## Cavity field, reaction field and the solvation energy of a dipole in a sphere

### Model, premises and conventions

A solute in a liquid feels two distinct electric fields. One comes from distant sources and is modified by the hole that the solute occupies. The other comes from the polarisation that the solute itself induces in the liquid. For a spherical hole both follow in closed form. They are the cavity field and the reaction field of Onsager (1936), and the second gives the dipolar solvation energy of Bell (1931). The premises are these.

1. The solvent fills the region $r>a$ and is a linear, local, homogeneous, isotropic dielectric of relative permittivity $\varepsilon$, free of ions.
2. The region $r<a$ is empty (permittivity 1) apart from the solute charges, and the boundary is sharp.
3. All fields are static, and the solvent is in equilibrium with them at temperature $T$.
4. The solute is a point dipole $\boldsymbol\mu$ of fixed magnitude at the centre. This premise is relaxed in two later subsections.

Gaussian units are used, so $\mathbf E=-\nabla\phi$, $\mathbf D=\varepsilon\mathbf E=\mathbf E+4\pi\mathbf P$, and $\mathbf P=(\varepsilon-1)\mathbf E/4\pi$. The dipole points from negative to positive charge, and its vacuum potential is $\phi_0=\mu\cos\theta/r^2$, with $\theta$ measured from $\boldsymbol\mu$. For SI units every response factor $f$ or $f_l$ below is divided by $4\pi\varepsilon_0$. With dipoles in debye and lengths in ångström, $1\ \mathrm{D^2\,Å^{-3}}=10^{-19}$ J, which is 60.22 kJ/mol or 14.39 kcal/mol, and $1\ \mathrm{D\,Å^{-3}}=299.8$ MV/cm. The cavity field is written $\mathbf G$ with magnitude $G$, and a Gibbs energy always appears as $\Delta G$.

### The boundary-value problem

Where there is no free charge, $\nabla\cdot\mathbf D=0$. In each region the permittivity is constant, so $\nabla^2\phi=0$. The axially symmetric solutions that are regular on the axis are

$$\phi=\sum_{l=0}^{\infty}\left(A_l r^{l}+B_l r^{-l-1}\right)P_l(\cos\theta).\tag{1}$$

Two conditions join the regions at $r=a$. The potential is continuous, because $\mathbf E$ is finite at the boundary and no dipole layer is assumed. The normal component of $\mathbf D$ is continuous, because the boundary carries no free charge. Thus

$$\phi_{\rm in}=\phi_{\rm out},\qquad \frac{\partial\phi_{\rm in}}{\partial r}=\varepsilon\,\frac{\partial\phi_{\rm out}}{\partial r}\qquad(r=a).\tag{2}$$

The Legendre polynomials are orthogonal, so (2) holds for each $l$ separately. Take an order $l$ that is not driven by a source at the centre or by a field at infinity. Then only $A_l r^l$ is allowed inside and only $B_l r^{-l-1}$ outside, and (2) gives $A_l a^{2l+1}=B_l$ and $lA_la^{2l+1}=-\varepsilon(l+1)B_l$. Together these require $[(l+1)\varepsilon+l]B_l=0$, so both coefficients vanish for $\varepsilon>0$. A uniform field and a point dipole both drive $l=1$ alone, and only $P_1=\cos\theta$ survives. The same argument applied to the difference of two solutions shows that the solution is unique.

### Cavity field

Let the sphere be empty, and let the field in the dielectric tend to a uniform value $\mathbf E=E\hat{\mathbf z}$ far from it. Here $\mathbf E$ is the macroscopic field inside the dielectric, not $\mathbf D$. Regularity at the origin and the condition at infinity leave

$$\phi_{\rm in}=-G\,r\cos\theta,\qquad \phi_{\rm out}=-E\,r\cos\theta+B\,\frac{\cos\theta}{r^2}.$$

The inner potential is $-Gz$, a uniform field $G$ along $z$. With $b=B/a^3$, the first condition in (2), divided by $-a\cos\theta$, reads $G=E-b$. The radial derivatives at $r=a$ are $-G\cos\theta$ inside and $-(E+2b)\cos\theta$ outside, so the second condition reads $G=\varepsilon E+2\varepsilon b$. Equating the two expressions for $G$ gives $(2\varepsilon+1)b=-(\varepsilon-1)E$, and then $G=E-b$ becomes

$$\mathbf G=\frac{3\varepsilon}{2\varepsilon+1}\,\mathbf E.\tag{3}$$

The cavity field does not depend on $a$, since the problem contains no second length. It equals $\mathbf E$ for $\varepsilon=1$ and rises monotonically to $\tfrac32\mathbf E$ as $\varepsilon\to\infty$. The coefficient $B$ is negative. Seen from outside, the hole acts as a dipole opposed to the field, because polarisable matter is missing there.

### Reaction field

Now let there be no distant field, and place $\boldsymbol\mu=\mu\hat{\mathbf z}$ at the centre. Near the origin the potential must approach $\phi_0$, and it must vanish at infinity:

$$\phi_{\rm in}=\mu\frac{\cos\theta}{r^2}-R\,r\cos\theta,\qquad \phi_{\rm out}=B\,\frac{\cos\theta}{r^2}.$$

The regular part $\phi_R=-Rz$ is produced by the polarised solvent and is again a uniform field. With $b=B/a^3$ the conditions (2) become

$$\frac{\mu}{a^3}-R=b,\qquad -\frac{2\mu}{a^3}-R=-2\varepsilon b.$$

Subtracting the second from the first eliminates $R$ and gives $3\mu/a^3=(2\varepsilon+1)b$, that is

$$B=\frac{3\mu}{2\varepsilon+1}.\tag{4}$$

The first condition then gives $R=(\mu/a^3)[1-3/(2\varepsilon+1)]$, or

$$\mathbf R=f\boldsymbol\mu,\qquad f=\frac{2(\varepsilon-1)}{2\varepsilon+1}\,\frac{1}{a^3}.\tag{5}$$

For $\varepsilon>1$ the reaction field is parallel to the dipole. It vanishes at $\varepsilon=1$ and saturates at $\mu/a^3$ for a conducting medium.

The source of $\mathbf R$ can be exhibited. In the bulk $\nabla\cdot\mathbf P=0$, so the bound charge lies on the cavity wall. Its density is $\sigma=\mathbf P\cdot\hat{\mathbf n}$ with $\hat{\mathbf n}=-\hat{\mathbf r}$ pointing out of the dielectric. The radial field just outside is $2b\cos\theta$, so

$$\sigma=\sigma_1\cos\theta,\qquad \sigma_1=-\frac{\varepsilon-1}{4\pi}\,\frac{6\mu}{(2\varepsilon+1)a^3}.$$

An element $\sigma a^2 d\Omega$ in the direction $\hat{\mathbf r}$ gives the field $-\sigma\,\hat{\mathbf r}\,d\Omega$ at the centre. The $z$ component integrates to $-\sigma_1\int\cos^2\theta\,d\Omega=-4\pi\sigma_1/3$, which equals $f\mu$. Negative bound charge faces the positive end of the dipole.

### Two relations between the fields

Equation (4) can be written $\phi_{\rm out}=\mu_e\cos\theta/(\varepsilon r^2)$ with $\mu_e=3\varepsilon\mu/(2\varepsilon+1)$. The factor is that of (3), and the reason is reciprocity. A free charge $Q$ at distance $r\gg a$ in the direction $\hat{\mathbf r}$ interacts with the dipole with free energy $Q\phi_{\rm out}$. Viewed from the other side, $Q$ sets up the nearly uniform field $\mathbf E=-Q\hat{\mathbf r}/(\varepsilon r^2)$ near the cavity, and the dipole has energy $-\boldsymbol\mu\cdot\mathbf G=[3\varepsilon/(2\varepsilon+1)]\,Q\mu\cos\theta/(\varepsilon r^2)$. The two expressions are identical.

Since the equations are linear, a dipole $\mathbf m$ in a cavity under an applied field feels the internal field $\mathbf F=\mathbf G+f\mathbf m$. Give $\mathbf m$ the value $\tfrac43\pi a^3\mathbf P=\tfrac13(\varepsilon-1)a^3\mathbf E$, the moment of the dielectric that was removed. Then

$$\frac{F}{E}=\frac{9\varepsilon+2(\varepsilon-1)^2}{3(2\varepsilon+1)}=\frac{(2\varepsilon+1)(\varepsilon+2)}{3(2\varepsilon+1)}=\frac{\varepsilon+2}{3},$$

which is the Lorentz local field. That field therefore contains a reaction part. For a permanent dipole the reaction part is parallel to the dipole at every orientation, exerts no torque, and must be left out of the orienting field.

### Free energy

The electrostatic solvation free energy is defined by a cycle. The solute charge density $\rho$ is reduced reversibly to zero in vacuum, the uncharged sphere is moved into the solvent, and $\rho$ is restored. The middle step is not electrostatic and is excluded. The reversible work of a change $\delta\rho$ is $\int\phi\,\delta\rho\,dV$. At fixed $T$ and pressure this work is the change of Gibbs energy. The compression of the solvent by the field alters $\varepsilon$ by an amount of order $\mu^2$ and the work only at order $\mu^4$, which premise 1 discards.

In the cavity $\phi=\phi_0+\phi_R$, and in vacuum $\phi=\phi_0$. The $\phi_0$ terms of the two charging steps cancel. They are infinite for a point dipole, but they cancel identically for any small finite distribution before the point limit is taken. Scale the charge as $\lambda\rho$ with $0\le\lambda\le1$. Linearity gives the reaction potential $\lambda\phi_R$, so

$$\Delta G=\int_0^1\lambda\,d\lambda\int\rho\,\phi_R\,dV=\frac12\int\rho\,\phi_R\,dV.\tag{6}$$

With $\phi_R=-\mathbf R\cdot\mathbf r$ and $\int\rho\,\mathbf r\,dV=\boldsymbol\mu$, the integral is $-\boldsymbol\mu\cdot\mathbf R$, and

$$\Delta G=-\frac12 f\mu^2=-\frac{\varepsilon-1}{2\varepsilon+1}\,\frac{\mu^2}{a^3}.\tag{7}$$

This is Bell's result. The interaction energy of the dipole with the polarised solvent is $-f\mu^2$. The free energy is half of it, so the reversible work stored in polarising the solvent is $+\tfrac12f\mu^2$.

A second route tests the factors and shows where the energy resides. The potential $\phi_R$ is the Coulomb potential of the bound charge $\rho_b=-\nabla\cdot\mathbf P$, surface term included. The Coulomb kernel is symmetric, so $\int\rho\,\phi_R\,dV=\int\rho_b\,\phi_0\,dV$. Integration by parts over all space, with no contribution from infinity because $\phi_0P$ falls as $r^{-5}$, turns this into $\int\mathbf P\cdot\nabla\phi_0\,dV$. With $\mathbf E_0=-\nabla\phi_0$,

$$\Delta G=-\frac12\int_{r>a}\mathbf P\cdot\mathbf E_0\,dV.$$

By (4) the outer field is $3\mathbf E_0/(2\varepsilon+1)$, and $E_0^2=\mu^2(1+3\cos^2\theta)/r^6$. The angular integral of $1+3\cos^2\theta$ is $8\pi$ and the radial integral $\int_a^\infty r^{-4}dr$ is $1/(3a^3)$, so

$$\Delta G=-\frac12\cdot\frac{\varepsilon-1}{4\pi}\cdot\frac{3}{2\varepsilon+1}\cdot\frac{8\pi\mu^2}{3a^3},$$

which is (7). The part of the integral beyond a radius $r$ is the fraction $(a/r)^3$ of the whole, so $7/8$ of $\Delta G$ comes from the shell $a<r<2a$.

Because $\varepsilon$ depends on temperature, (7) contains an entropy. With $d[(\varepsilon-1)/(2\varepsilon+1)]/d\varepsilon=3/(2\varepsilon+1)^2$ and $a$ held fixed,

$$\Delta S=-\frac{\partial\Delta G}{\partial T}=\frac{3\mu^2}{(2\varepsilon+1)^2a^3}\,\frac{\partial\varepsilon}{\partial T},$$

which is negative when $\varepsilon$ falls on heating.

### Polarisable solute

Let the solute have an isotropic polarisability $\alpha$ (a volume in Gaussian units) located at the centre. An induced moment $p$ along $\boldsymbol\mu$ costs the internal work $p^2/2\alpha$, since the field needed to hold it is $p/\alpha$. The total moment $m=\mu+p$ is solvated according to (7), so

$$W(p)=\frac{p^2}{2\alpha}-\frac12 f(\mu+p)^2.$$

The condition $dW/dp=0$ gives $p=\alpha f m$, the response to the reaction field of the total moment, and hence $m=\mu/(1-f\alpha)$. The stationary point is a minimum if $d^2W/dp^2=1/\alpha-f>0$. At that point $W=-\tfrac12fm^2(1-f\alpha)$, so

$$m=\frac{\mu}{1-f\alpha},\qquad \Delta G_{\rm pol}=-\frac12\,\frac{f\mu^2}{1-f\alpha}.\tag{8}$$

With an applied field, $\mathbf F=\mathbf G+f(\boldsymbol\mu+\alpha\mathbf F)$ gives $\mathbf F=(\mathbf G+f\boldsymbol\mu)/(1-f\alpha)$. The torque $\mathbf m\times\mathbf F=\boldsymbol\mu\times\mathbf G/(1-f\alpha)$ involves the cavity field alone.

### Higher multipoles

A molecule is not a point dipole, and the size of the omitted terms follows from the same boundary conditions. A charge $q_j$ at $\mathbf r_j$ inside the sphere has, for $r>r_j$, the vacuum potential $q_j\sum_l r_j^l\,r^{-l-1}P_l(\cos\gamma)$, where $\gamma$ is the angle between $\mathbf r$ and $\mathbf r_j$. For a term $s\,r^{-l-1}P_l$, add $-f_l\,s\,r^lP_l$ inside and take $t\,r^{-l-1}P_l$ outside. With $x=f_la^{2l+1}$, conditions (2) give $s(1-x)=t$ and $s[(l+1)+lx]=\varepsilon(l+1)t$. Eliminating $t$,

$$f_l=\frac{(l+1)(\varepsilon-1)}{(l+1)\varepsilon+l}\,\frac{1}{a^{2l+1}}.\tag{9}$$

Inserting the reaction potential of all charges into (6) gives the series of Kirkwood (1934),

$$\Delta G=\sum_l\Delta G_l,\qquad \Delta G_l=-\frac12f_l\sum_{i,j}q_iq_j(r_ir_j)^lP_l(\cos\gamma_{ij}).\tag{10}$$

By the addition theorem the double sum equals $\frac{4\pi}{2l+1}\sum_m|\sum_jq_jr_j^lY_{lm}(\hat{\mathbf r}_j)|^2$, so no term is positive and different orders do not mix. The term $l=0$ is the Born energy $-(1-1/\varepsilon)q^2/2a$ of a net charge $q$. For $l=1$ the double sum is $\mu^2$ and $f_1=f$, which is (7). For $l=2$ define the traceless quadrupole in Buckingham's convention, $\Theta_{\alpha\beta}=\frac12\sum_jq_j(3r_{j\alpha}r_{j\beta}-r_j^2\delta_{\alpha\beta})$. Contracting two such tensors gives $\frac14\sum_{ij} q_iq_j[9(\mathbf r_i\cdot\mathbf r_j)^2-3r_i^2r_j^2]$, which is $\frac32$ times the double sum. Hence

$$\Delta G_2=-\frac12\,\frac{3(\varepsilon-1)}{3\varepsilon+2}\,\frac{1}{a^5}\cdot\frac23\sum_{\alpha\beta}\Theta_{\alpha\beta}^2.\tag{11}$$

For a dipolar molecule $\Theta$ depends on the origin, which here is the centre of the cavity. For a neutral solute with its charge inside the sphere, (7) is the first term of (10) and a lower bound on the magnitude of the sum.

### Range of validity

Equations (3), (5) and (7) are exact consequences of the premises. Their use for a molecule is limited by the following conditions.

- **Shape and containment.** The solute must be roughly spherical and its charge must lie inside the sphere. For point charges (10) converges as powers of $r_ir_j/a^2$. An electron density has a tail outside any cavity, which the model ignores.
- **Multipoles.** The dipole term suffices only if $|\Delta G_2|\ll|\Delta G_1|$, roughly $\Theta^2\ll\mu^2a^2$.
- **Radius.** The theory does not fix $a$, and $\Delta G\propto a^{-3}$. An increase of $a$ by 10 per cent lowers $|\Delta G|$ by 25 per cent.
- **Continuum.** Since $7/8$ of the energy arises within a distance $a$ of the wall, a local bulk $\varepsilon$ is justified only if the solvent molecules are small compared with $a$. Hydrogen bonds and other specific contacts are absent.
- **Linearity.** The field at the wall must be too weak to saturate the solvent. Orientational polarisation saturates when the solvent dipole times the local field approaches $k_BT$. Electronic polarisation becomes nonlinear only as the field approaches the atomic scale.
- **Equilibrium.** The static $\varepsilon$ applies to slow changes. For a change faster than nuclear motion only the optical value $n^2$ responds.
- **Solute response.** Equation (7) needs $f\alpha\ll1$, and (8) needs $f\alpha<1$.
- **Scope.** Cavity formation, dispersion and exchange repulsion are not contained in $\Delta G$.

### Illustration: a water molecule in cyclohexane

Take $\mu=1.85$ D and, as a typical input near 298 K, $\varepsilon\approx2.02$. A typical refractive index of 1.42 gives $n^2=2.02$, so the response is taken as electronic. A common prescription sets $\tfrac43\pi a^3$ equal to the volume per molecule in the pure liquid solute. An approximate molar volume of 18.07 cm³/mol gives $a=1.93$ Å, and $a^3=7.19$ Å³.

The cavity field is $G=1.20\,E$. The dielectric factor $(\varepsilon-1)/(2\varepsilon+1)$ is 0.202, which is 40 per cent of its conductor limit $\tfrac12$. Then $f=0.0563$ Å⁻³, $R=0.104$ D Å⁻³ or 31 MV/cm, and

$$\Delta G=-0.0963\ \mathrm{D^2\,Å^{-3}}=-5.8\ \text{kJ/mol}=-1.4\ \text{kcal/mol}.$$

This is the model's Bell energy, 2.3 times $RT=2.48$ kJ/mol at 298.15 K, where $R$ in $RT$ is the gas constant.

The omitted terms are now estimated. An approximate polarisability of 1.45 Å³ gives $f\alpha=0.082$ and $m=2.01$ D, and (8) deepens the energy by 9 per cent to $-6.3$ kJ/mol. The outer dipole (4) is $B=1.10$ D, and the largest field at the wall, $2B/a^3$, is 92 MV/cm or 0.018 atomic units, small on the atomic scale. The quadrupole is not small. Approximate principal values about the centre of mass are $+2.6$, $-2.5$ and $-0.1$ D Å, so $\sum\Theta_{\alpha\beta}^2=13.02$ and two thirds of it is 8.68 D² Å². With $f_2a^5=0.380$, equation (11) gives $\Delta G_2=-3.7$ kJ/mol, or 0.64 of the dipole term. For $l=3$ take three point charges with oxygen at the centre, an approximate bond length $d=0.96$ Å and angle $\gamma=104.5°$, and a hydrogen charge $q=0.33\,e$ fixed by $\mu=2qd\cos(\gamma/2)$. The double sum in (10) is $2q^2d^{2l}[1+P_l(\cos\gamma)]$ for $l\ge1$, and $\Delta G_3=-0.6$ kJ/mol. The same charges give only 2.5 D² Å² at $l=2$, in place of 8.68, so this figure indicates an order of magnitude.

The table repeats the calculation for two larger, illustrative radii. Energies are in kJ/mol.

| $a$ / Å | $f$ / Å⁻³ | $R$ / MV cm⁻¹ | $\Delta G$, eq. (7) | $\Delta G_{\rm pol}$, eq. (8) | $\Delta G_2$, eq. (11) |
|---|---|---|---|---|---|
| 1.93 | 0.0563 | 31 | −5.8 | −6.3 | −3.7 |
| 2.20 | 0.0380 | 21 | −3.9 | −4.1 | −1.9 |
| 2.50 | 0.0259 | 14 | −2.7 | −2.8 | −1.0 |

At $a=1.93$ Å the polarisable dipole and the quadrupole sum to about $-10$ kJ/mol. The second figure in each energy describes the formula, not the solution, because the quadrupole term and the choice of radius each move the result by several kJ/mol.

As typical knowledge, the whole free energy of transfer of water from the gas to a saturated hydrocarbon, at equal concentration in both phases, is only of the order of $-2$ kJ/mol. The model's Bell energy at $a=1.93$ Å is more negative than that by a factor of about 3, and with polarisability and quadrupole by a factor of about 5. Part of the gap is one of definition, since the whole transfer includes the positive work of forming the cavity and the negative dispersion energy, which cancel only in part. Part lies in the radius and the continuum premise. The volume of liquid water reflects close hydrogen-bonded contacts that a hydrocarbon cannot make, which argues for a larger $a$. The same volume prescription applied to cyclohexane, with an approximate molar volume of 109 cm³/mol, gives a solvent radius of 3.5 Å. The shell that supplies $7/8$ of the energy is then thinner than the radius of one solvent molecule, and the model's $-5.8$ kJ/mol fixes the sign and the scale of the dipolar term and no more.